**Question**

An ion with the argon configuration loses a $2p_{3/2}$ electron (an L3 hole). One $n=3$ electron fills the hole and a second is ejected. The group label names the two holes left behind: M1 is $3s$, M2 is $3p_{1/2}$, M3 is $3p_{3/2}$. The table gives, from Dirac-Fock energies and independent-particle rates, the kinetic energy $E$ of the ejected electron and the share of the decay of the hole carried by each group. $Z$ is the nuclear charge and $q = Z-18$ the charge of the ion before the hole is made. M2M2 is a weak group, with far less than one per cent of the decay.

Radial Dirac-Fock and Kohn-Sham solver 2, 3: Auger decay of an L3 hole in the 18-electron series, configuration [Ne] 3s2 3p6 before the hole is made. Kinetic energies are Dirac-Fock configuration averages from the vacuum level; shares use independent-particle Coulomb rates without the Breit term, on relativistic LDA orbitals of the hole state with a Latter-tail continuum.

| species | Z | charge (e) | kinetic energy (M1M3) (eV) | share (M1M3) (%) | kinetic energy (M2M2) (eV) | share (M2M2) (%) |
| --- | --- | --- | --- | --- | --- | --- |
| Ar | 18 | 0 | 188.15 | 22.59 | 205.35 | 0.2322 |
| K+ | 19 | 1 | 210.47 | 21.70 | 230.35 | 0.2421 |
| Ca2+ | 20 | 2 | 233.39 | 21.09 | 255.88 | 0.2502 |
| Sc3+ | 21 | 3 | 256.91 | 20.65 | 281.99 | 0.2569 |
| Ti4+ | 22 | 4 | 281.05 | 20.33 | 308.68 | 0.2625 |
| V5+ | 23 | 5 | 305.82 | 20.08 | 335.95 | 0.2670 |
| Cr6+ | 24 | 6 | 331.23 | 19.88 | 363.82 | 0.2708 |
| Mn7+ | 25 | 7 | 357.27 | 19.72 | 392.26 | 0.2739 |
| Fe8+ | 26 | 8 | 383.94 | 19.60 | 421.29 | 0.2763 |
| Co9+ | 27 | 9 | 411.24 | 19.49 | 450.87 | 0.2780 |
| Ni10+ | 28 | 10 | 439.16 | 19.41 | 481.02 | 0.2792 |
| Cu11+ | 29 | 11 | 467.69 | 19.34 | 511.70 | 0.2800 |
| Zn12+ | 30 | 12 | 496.84 | 19.29 | 542.91 | 0.2805 |

(a) Derive a rule for $E$ with two adjustable constants per group. (b) Find a rule for the shares, and explain why the two are so unequal. (c) Apply both to Ca2+ and Fe8+. (d) State the accuracy and range of the rules.

**Model answer**

(a) Energy conservation gives $E = B(2p_{3/2}) - B(X) - B(Y) - U$, with $B$ the binding energies and $U$ the extra energy that the two final holes $X$, $Y$ cost through their repulsion. At fixed electron number every term expands in falling powers of $Z$. The attraction to the bare nucleus gives $\mathrm{Ry}\,Z^2/n^2$ with $\mathrm{Ry} = 13.6$ eV, so the leading term is
$$\mathrm{Ry}\,Z^2\left(\tfrac14-\tfrac29\right)=\mathrm{Ry}\,Z^2/36 = 0.378\,Z^2\ \text{eV}.$$
Orbitals shrink as $1/Z$, so electron repulsion, $U$ included, adds a term linear in $Z$ and then a constant, written $A+Bq$.

Relativity deepens a hydrogenic level by $\mathrm{Ry}\,\alpha^2Z^4\,[\,n/(j+\tfrac12)-\tfrac34\,]/n^4$, with $\alpha$ the fine-structure constant and $j$ the angular momentum of the electron. The factor is $1/64$ for $2p_{3/2}$, $1/36$ for $3s$ and $3p_{1/2}$, and $1/108$ for $3p_{3/2}$. The sums are $1/64-1/36-1/108=-0.0214$ for M1M3 and $1/64-2/36=-0.0399$ for M2M2, to be multiplied by $10^4\,\mathrm{Ry}\,\alpha^2 = 7.245$ eV. A least-squares line in $q$ through what remains, over all thirteen rows, gives in eV
$$E_{\rm M1M3}=0.378Z^2-0.155\,(Z/10)^4+67.7+8.47q,$$
$$E_{\rm M2M2}=0.378Z^2-0.289\,(Z/10)^4+85.9+11.66q.$$

(b) For hydrogenic orbitals the Coulomb matrix element scales as $Z$ and the energy-normalised outgoing wave takes this back, so Auger rates do not depend on $Z$ at leading order. Screening corrects them in powers of $1/Z$, which suggests $s+k/(Z-\sigma)$. With $\sigma$ stepped by 0.5 and $s$, $k$ fitted by least squares to all rows, the shares in per cent are
$$18.29+\frac{15.2}{Z-14.5}\ \ (\text{M1M3}),\qquad 0.3054-\frac{0.407}{Z-12.5}\ \ (\text{M2M2}).$$

Counting pairs among the eight M electrons gives $8/28 = 28.6$% and $1/28=3.57$%, too high by factors of 1.4 and 13 against the mean shares of the table. Angular momentum offers a reason for the second failure. The step $3p_{1/2}\to 2p_{3/2}$ keeps parity and can carry only one or two units, so only the quadrupole part of the Coulomb repulsion drives it, and since the two holes couple to $J=0$ the only outgoing wave is $p_{3/2}$. M1M3 has monopole, dipole and quadrupole paths. This argues for the direction; it does not yield the factor 13.

(c) For Ca2+, $Z=20$ and $q=2$. M1M3 gives $151.20-2.48+67.7+16.94=233.36$ eV against 233.39 eV, and M2M2 gives $151.20-4.62+85.9+23.32=255.80$ eV against 255.88 eV. The shares are $18.29+15.2/5.5=21.05$% and $0.3054-0.407/7.5=0.2511$%, against 21.09 and 0.2502.

For Fe8+, $Z=26$ and $q=8$. M1M3 gives $255.53-7.08+67.7+67.76=383.9$ eV against 383.94 eV, and M2M2 gives $255.53-13.21+85.9+93.28=421.50$ eV against 421.29 eV. The shares come out as 19.61% and 0.2753%, against 19.60 and 0.2763. Both ions were part of the fits.

(d) The energy rule has an rms error of 0.15 eV for each group, at worst 0.2% of the tabulated value (Ar, M1M3, 0.4 eV high). Fitted on Ar to Cr6+ alone, it misses Zn12+ by $+0.87$ eV for M1M3 and $-0.68$ eV for M2M2. The share rules hold to 0.04 and 0.002 points. All constants belong to isolated 18-electron ions with $Z=18$ to 30.

**Remarks on the reasoning**

The simpler system to compare is an X-ray line under Moseley's law, where an electron drops from $n=3$ to $n=2$ and the photon takes $\mathrm{Ry}\,(Z-\sigma)^2(\tfrac14-\tfrac19)$. The Auger electron takes the same energy and pays a second $n=3$ binding energy to escape, which cuts the coefficient from $5/36$ to $1/36$. The analogy supplies the bookkeeping and ends there: after this cancellation repulsion no longer acts like screening. It weakens the two subtracted $n=3$ bindings together by more than the $2p$ binding, which lifts $E$ above $\mathrm{Ry}\,Z^2/36$ in every row, so a Moseley $\sigma$ would have to be negative. In Ca2+ the part $A+Bq$ is over a third of $E$. Small errors of screening therefore weigh heavily: Slater's rules, which carry the same $Z^2/36$, overshoot by 9 to 26%. They also cannot separate the two groups, since they give $3s$ and $3p$ the same screening.

The table shows that the second difference of $E$ in $Z$ lies below the hydrogenic $\mathrm{Ry}/18 = 0.756$ eV in every row, near 0.6 eV. Leaving out the $Z^4$ term and refitting raises the rms error to 0.8 eV (M1M3) and 1.1 eV (M2M2), so a negative correction of about this size is wanted. The fit does not prove that it is all relativity. At $Z=19$ the rule still curves too much (0.63 against 0.53 eV for M2M2) and at $Z=29$ too little (0.46 against 0.53 eV). Higher terms in $1/Z$, strongest at the neutral end, could lower the curvature there, and screening would weaken the relativistic term and so raise the curvature at the heavy end. Neither effect is tested separately here.

Because the curvature is so even, a free quadratic fitted to all rows does better: $188.18+21.97q+0.313q^2$ and $205.35+24.69q+0.287q^2$ eV hold to 0.07 eV, and the same form fitted on Ar to Cr6+ misses Zn12+ by 0.33 eV at most. It is the better tool inside the table. Its curvature is a local average that cannot be carried to another hole or to much heavier ions.

The gap between the groups, 17.20 eV in Ar and 46.07 eV in Zn12+, contains no $Z^2$ term, because all four holes have $n=3$. Theory ties it mainly to the $3s$–$3p$ splitting, which is linear in $Z$. Its step per unit of $Z$ shrinks by 0.62 eV along the series, while the unscreened Dirac term predicts 1.04 eV. The sign is right and the size 1.7 times too large, as suits a bare-nucleus formula applied to screened electrons.

A falling share is not a falling rate. Share times the L3 total width of the same calculation gives a partial width that rises through Ar, Sc3+, Cr6+, Co9+ and Zn12+, from 36 to 75 meV for M1M3. The total grows faster, by 2.44 against 2.09. X-ray emission is not the competitor, since the L3 fluorescence yield reaches only 0.0013 in Zn12+; the two groups together hold 22.8 to 19.6% of the decay, and other Auger groups gain.

The three share constants trade against each other: moving $\sigma$ by one unit moves $s$ for M1M3 between 17.97 and 18.65, so neither is a physical limit. The M2M2 share stalls sooner than its rule allows, the last step being 0.0005 points where the rule gives $0.407/16.5-0.407/17.5=0.0014$. A relativistic change of the $3p_{1/2}$ orbital is a guess at the cause, and the rule should not be extended past Zn12+.

The rules reproduce the calculation, which is coarser than a spectrum. Configuration averages hide multiplets, and the real final states of M1M3 mix with configurations that have a full $3s$ shell, three $3p$ holes and a $3d$ electron, which splits and shifts this group. M2M2 is a jj label whose $J=0$ state mixes with M3M3, so its rising share says nothing about a change of coupling. The rates lack the Breit term, and the Ar L3 width of 0.159 eV is 23% above the recommended 0.13 eV.

The derivation predicts neighbouring series. An L2 hole keeps $Z^2/36$, but $2p_{1/2}$ has the factor $5/64$, which turns the $Z^4$ term positive for both groups. K-LL decay has $1-2/4=1/2$, with far less cancellation, and behaves more like a Moseley line. In neutral atoms of the same $Z$ the added outer electrons lower all three binding energies by similar amounts, one entering with a plus sign and two with a minus, so $E$ is higher, and where the $3d$ shell is occupied, from scandium on, groups with $3d$ holes are expected to take share from those here.
